Count what the reaction changes. One Al–I bond and one Ge–O bond go, and one Al–O bond and one Ge–I bond come. The atoms, the number of bonds, the number of electron pairs and the coordination of both centres (three at aluminium, four at germanium) are the same on the two sides. With D for a bond energy, the reaction energy is a difference of two differences:

ΔE ≈ [D(Ge–O) − D(Ge–I)] − [D(Al–O) − D(Al–I)]

Each D is, roughly, a few hundred kJ/mol. Whatever belongs to an atom alone cancels, and so does whatever oxygen gains over iodine equally at both centres. What remains is the degree to which aluminium prefers oxygen to iodine more than germanium does, and CCSD(T) puts it at −16.4 kJ/mol. An error of one per cent in a single bond, if it is not repeated in the partner bond, is then some 20 per cent of the answer. The levels spread from −1.6 to −23.7 kJ/mol for this reason, and the spread can be taken apart into pieces that nearly add: the semilocal starting point, exchange mixing, explicit correlation, the dispersion term and the basis.

Electronic reaction energies, products less reactants, for CH3AlHI + GeFCl2OH → CH3AlHOH + GeFCl2I (gas phase, all singlets), computed with Ansatz 0.2.0 at PBE0-D4/def2-TZVP geometries. Functionals use def2-TZVPP, and correlated wave-function methods use frozen cores. The reference is CCSD(T) at the def2 basis-set limit, from an additive MP2 scheme.

```
         level            class  exact exchange, long range (%)  reaction energy (kJ/mol)  less CCSD(T) (kJ/mol)
         SPW92              LDA                               0                     -21.2                   -4.8
     revPBE-D4              GGA                               0                     -23.7                   -7.2
       PBE0-D4    global hybrid                              25                     -16.8                   -0.3
      HSE06-D4  screened hybrid                               0                     -16.5                    0.0
        B2PLYP    double hybrid                              53                     -19.7                   -3.3
        revPBE              GGA                               0                     -20.0                   -3.6
        r2SCAN         meta-GGA                               0                     -17.4                   -1.0
       r2SCAN0    global hybrid                              25                     -13.3                    3.2
  MP2/def2-SVP    wave function                             n/a                      -6.5                    9.9
 CCSD/def2-SVP    wave function                             n/a                      -5.3                   11.2
MP2/def2-QZVPP    wave function                             n/a                     -18.2                   -1.7
 HF/def2-limit    wave function                             n/a                      -1.6                   14.8
```

The reaction energy is ΔE, negative when the products lie lower. The column "less CCSD(T)" is ΔE at that level minus the reference, so a negative entry means that the products are favoured too much. "Exact exchange, long range" is the share of Hartree-Fock-type exchange that the functional keeps at large distance between electrons, by its definition. A name without D4 has no dispersion term, and SPW92 is the LDA. The class does not order the errors: the meta-GGA misses by 1.0, one global hybrid by 3.2, the double hybrid by 3.3, and the LDA does better than revPBE-D4. All species are singlets and the T1 diagnostics are small, which gives no sign of strong multireference character, so the rows can be read as one state at different levels. Every row uses the same four structures, one conformer each and not certainly the lowest. That bears on −16.4 as a property of the reaction, which also lacks zero-point and thermal terms, and much less on the differences between rows.

The sign, and where it comes from

Pauling's rule offers a first account. It writes D(A–B) as the mean of the two homonuclear bond energies plus (χA − χB)² in eV, with χ the electronegativity. The means cancel in a swap, and expanding the four squares leaves only cross terms:

ΔE = −2 (χO − χI)(χGe − χAl)

With rough recalled values (O 3.4, I 2.7, Ge 2.0, Al 1.6) this is −2 × 0.7 × 0.4 = −0.56 eV, or −54 kJ/mol. The sign is right, since the most electronegative ligand goes to the most electropositive centre, but the size is 3.3 times the reference. Two-figure electronegativities cannot account for such a factor, and by the rule's own logic three halogens on germanium would raise its effective electronegativity and widen the miss. The rule has no term for the interplay between the swapped ligand and the ligands that stay, and that may be where it fails.

The last row points elsewhere. Hartree-Fock contains the electrostatics of polar bonds and tends to exaggerate their polarity, yet at the limit it gives −1.6 kJ/mol. Whatever the ionic gain is, other mean-field terms cancel nearly all of it. The remaining −14.8 kJ/mol, 90 % of the reference, is correlation energy. The numbers show that much, but they do not assign it to a bond or a pair of atoms.

A guess at the assignment comes from counting neighbours. Before the swap iodine shares a centre with CH3 and H, and oxygen with F, Cl and Cl. Afterwards they have traded places. If the correlation between two ligands on one centre scales, London-fashion, as the product of their polarisabilities α, then at equal distances the change goes as

−(αI − αO)(αF + 2αCl − αCH3 − αH)

The first bracket is plainly positive and the second probably so, which favours the products: the softest ligand lands beside two chlorines. The distances are not equal, and the correlation inside the four bonds is left out, so this gives a sign at best. If the guess holds, a swap with a lighter halogen in place of iodine would have a smaller correlation part, and a germanium bearing hydrogens in place of chlorines would lose this ligand–ligand term. The correlation inside the bonds would remain, and the mean-field part could move by more, so the count does not forecast the whole reaction energy.

Exchange mixing

A hybrid replaces a share a of the semilocal exchange energy by exact exchange:

E(a) = E(semilocal) + a [Ex(exact) − Ex(semilocal)]

The energy is stationary with respect to the orbitals, so their change with a enters only at second order. For the reaction this gives a straight line,

ΔE(a) = ΔE(0) + a·s

where s is the change over the reaction of exact less semilocal exchange. The two r2SCAN rows give s = (−13.3 + 17.4)/0.25 = 16.4 kJ/mol, uncertain by about 0.4 from rounding. The same calculation has the 10 % member r2SCANh, which was not used for the slope: the line gives −17.4 + 0.10 × 16.4 = −15.76 against a computed −15.73, equal within rounding. The linear term is part of the definition of these functionals, so the agreement shows only that orbital relaxation is negligible over this range.

Two more families, without D4, come from the same runs. PBE at −21.3 and PBE0 at −14.7 give s = 26.6. BLYP at −29.6 and BHLYP at −16.1, taken as a plain half-and-half mixture, give 27.0. B3LYP, which is not a pure mixture of those two, lies 0.4 above that line at 20 %. In these three families s is positive, so semilocal exchange favours the products by 16 to 27 kJ/mol more than exact exchange does, and adding exact exchange carries ΔE up towards the Hartree-Fock value near zero.

Following each line out to a = 1 leaves exact exchange plus the correlation functional, and subtracting Hartree-Fock in the same basis estimates what that functional contributes: about −1 for r2SCAN, +5 for PBE and −3 for LYP. These are long extrapolations and only their smallness deserves trust. None comes near −14.8. The semilocal rows therefore owe their negative ΔE to the exchange functional. One reading is that the exact exchange hole in a bond spreads over both atoms and the correlation hole cancels its far part, so that the total hole is compact. A semilocal exchange hole is compact by construction and imitates the sum. Here the imitation overshoots, and every LDA, GGA and meta-GGA row has a negative error. Over-delocalisation of charge in polar bonds is another fault of semilocal exchange, it is also reduced by mixing, and total energies cannot tell the two apart.

The starting point differs by family. The LDA and PBE agree to 0.1, so the gradient corrections cancel in this swap. revPBE differs from PBE in exchange only and lies 1.3 higher. BLYP lies about 8 below PBE although the two slopes are nearly equal, which puts most of that gap on the correlation functional. The share of exact exchange that would hit the reference without D4 is accordingly 6 % for r2SCAN, 18 % for PBE and 49 % for BLYP. Against this reference a quarter is about right for PBE and too much for r2SCAN, so r2SCAN0 shows a larger error than its parent while PBE0 shows a smaller one than its own. The shares move with the reference. Their order across the families is firm, but the verdict on r2SCAN0 is not, as the last section shows.

A cruder picture ignores the family and draws one line from a common E0 at a = 0 to Hartree-Fock in TZVPP (0.04) at a = 1. A least-squares fit of E0 to six D4-free values (SPW92, revPBE, r2SCAN, r2SCAN0, PBE0 and HSE06, the last at 25 %) gives −19.3, hence −14.5 for a 25 % hybrid, with an rms miss of 1.2. That is fair for these six, but E0 is only their weighted average, and BLYP lies 10.3 below it. A least-squares line through the eight functional rows as printed, against the printed share, explains nearly nothing: its rms miss is 2.9 where the data scatter by 3.0. Three kinds of row spoil it, HSE06-D4, B2PLYP and those with D4.

HSE06-D4

The 0 % is the long-range share. At short range HSE06 has the same 25 % as PBE0, and the screening length is roughly 5 Å, about twice the longest bonds here and about the size of the molecules. The switch is gradual, and the share has fallen to about half at the longest bonds. The part screened off is not small. Its operator, erf(ωr)/r with ω the inverse of the screening length, is nearly flat across a compact exchange hole, so it gives almost the same energy per electron in every species, whether treated exactly or semilocally, and it cancels in a swap. Without D4 the two give −14.4 and −14.7, a difference of 0.3 against the 6.6 by which PBE0 departs from PBE. That small difference runs the opposite way to a loss of exact exchange, so it probably reflects the different semilocal model of the screened exchange. The result does not mean that a long-range share never matters. LC-ωPBE switches to full exact exchange beyond roughly one bond length and lies a few kJ/mol above PBE0. What counts is whether the screening length is long compared with the exchange hole, which spans a bond or so.

B2PLYP, worked in full

With 53 % exact exchange the one-line picture gives −9.0, and the row says −19.7. A double hybrid also replaces a share c of its correlation functional, 27 % here, by second-order perturbation theory. Let C be the contribution of the correlation functional found above (−2.6 for LYP) and M the MP2 correlation contribution in TZVPP (−14.9). Then

ΔE ≈ ΔE(0) + a·s − c·C + c·M

Family line: −29.6 + 0.53 × 27.0 = −15.3
LYP removed: −0.27 × (−2.6) = +0.7
MP2 added: 0.27 × (−14.9) = −4.0
Sum: −18.6 kJ/mol

B2PLYP entered none of these constants, and the estimate lies 1.1 above the computed −19.7. Of the 10.7 by which the one-line picture fails, about 6 comes from the low starting point of the BLYP family and about 3 from trading a weak correlation term for a strong one. The same formula with the PBE constants, a = 0.69 and c = 1/3, gives −9.6 for PBE-QIDH against a computed −10.4. Two double hybrids thus fall on opposite sides of the reference, 9.3 apart, and the formula follows both. Both computed values are lower than the estimates, as they should be if the smaller gaps between Kohn-Sham orbitals make the perturbation term larger than Hartree-Fock MP2, though the extrapolated C could equally absorb one kJ/mol. A larger basis would probably push B2PLYP further from the reference, because M grows to −18.1 at the limit and 0.27 × (−18.1 + 14.9) is −0.9.

D4

The D4 term depends on the structure and not on the orbitals, so it adds a shift that can be read from pairs of levels. It is negative in the seven pairs compared, the sign that the neighbour count gives, though D4 is itself a pairwise polarisability model and can hardly count as independent support. Its size follows the parent functional: −4.7 for BLYP, −3.6 for revPBE, −2.3 to −2.1 for PBE, PBE0 and HSE06, and about −0.5 for r2SCAN0 and r2SCAN. The damping is fitted to each functional so as to supply what that functional lacks. The exchange in revPBE and BLYP is repulsive between overlapping closed shells and is given a large correction, while r2SCAN already holds much of the medium-range attraction and is given a small one. The shift is thus no measure of how much of the −14.8 is dispersion.

A shift of one sign helps what lies above the reference and harms what lies below. PBE0 goes from +1.7 to −0.3 and HSE06 from +2.0 to 0.0, while revPBE goes from −3.6 to −7.2, the worst functional row. The D4 parameters are tuned largely on non-covalent interactions, and a large correction acting between ligands on one atom may count twice what revPBE exchange already overshoots. That last step is argued, not shown.

The wave-function rows

Their errors split exactly into the basis error of Hartree-Fock, the basis error of the correlation energy and the error of the method at the limit. The split is an identity and tests nothing, but it shows where the error sits. For MP2/def2-SVP the parts are +4.9, +8.3 and −3.3, which make +9.9. For CCSD/def2-SVP they are +4.9, +5.0 and +1.2, with the CCSD limit built in the same composite way as the reference. Both rows are mostly basis error, and CCSD(T) itself misses by 10.1 in that basis. CCSD looks the worse of the two because it lacks the triples, worth −1.0 in SVP, whereas MP2 happens to lie within 0.2 of CCSD(T) there. At the limit the order turns round: CCSD gives −15.2 and MP2 −19.7. MP2 is known to overstate correlation between polarisable groups, which fits an overshoot in favour of the products. MP2/def2-QZVPP owes its −1.7 to cancellation, about +1.6 of basis error against −3.3 of method error.

Each step up in basis favours the products, in Hartree-Fock (3.3, 0.0, −1.4, −1.6) and in the MP2 correlation (−9.8, −14.9, −16.8, −18.1). Correlation energies converge slowly because smooth orbital products describe the cusp between two electrons poorly, and for pairs of opposite spin the partial-wave analysis gives a remainder that falls as X⁻³ in the cardinal number X. From X = 3 and 4,

limit = [64 × (−16.8) − 27 × (−14.9)]/37 = −18.2

which matches −18.1, unsurprisingly, since the limit follows from these two bases by a power just under 3. The real check is backwards to X = 2, where the rule gives about −7 and SVP gives −9.8. The rule is asymptotic and SVP is not a regular member of the series, so the miss says little about the limit and rules out using SVP in an extrapolation. The cusp is not the whole story for this reaction energy. The SCS-MP2 values of the same runs, read with the usual factors 6/5 and 1/3, put about three quarters of the step from TZVPP to QZVPP in pairs of the same spin, which avoid the cusp and converge as X⁻⁵. That growth would fit a better description of polarisable ligands or of the outer-core shells, and it means X⁻³ applied to the whole step probably overshoots by a fraction of a kJ/mol in favour of the products.

How far the reference can rank the rows

The functionals are in TZVPP and the reference is at the limit. Hartree-Fock still moves by −1.6 between the two, and if the functionals move similarly, the errors of PBE0-D4 and HSE06-D4 would be near −2 and r2SCAN0 would come closer to the reference. Outer-core shells are correlated in bases that have no functions meant for them, which touches the reference and every correlated row by an amount not known here. Spin-orbit coupling is absent, and with iodine singly bonded in a closed shell on both sides it should largely cancel.

The larger doubt lies in how −16.4 is built. CCSD(T) in TZVPP gives −11.6, and the step of −4.8 to the limit is −1.6 from Hartree-Fock and −3.2 borrowed from MP2 correlation. The borrowing assumes that CCSD(T) less MP2 has converged, yet that difference goes from +0.2 in SVP to +3.3 in TZVPP. Put otherwise, from SVP to TZVPP the MP2 correlation moves by −14.9 + 9.8 = −5.1, while the CCSD(T) correlation moves from −6.3 − 3.3 = −9.6 to −11.6, only −2.0, or 0.4 times as much. Were that ratio to persist, the −3.2 would shrink to −1.3 and the reference would be near −14.5. SVP is too poor a basis for this to be an estimate, but it gives the scale and the likely direction of the doubt. The large misses survive it: Hartree-Fock and the SVP rows stay far too high, and SPW92, both revPBE rows and B2PLYP stay too low. The four rows within 2 kJ/mol (PBE0-D4, HSE06-D4, r2SCAN and MP2/def2-QZVPP) are not ranked. Nor is r2SCAN0 ranked against r2SCAN, since a reference near −14.5, or a basis shift of −1.6 in both, would put the hybrid ahead. PBE0 and HSE06 without D4 would match a reference near −14.5 as well as they match −16.4 with it. Whether D4 improves these two hybrids for this swap depends on whether CCSD(T) less MP2 keeps growing beyond triple zeta, and on the basis error of the functionals themselves.
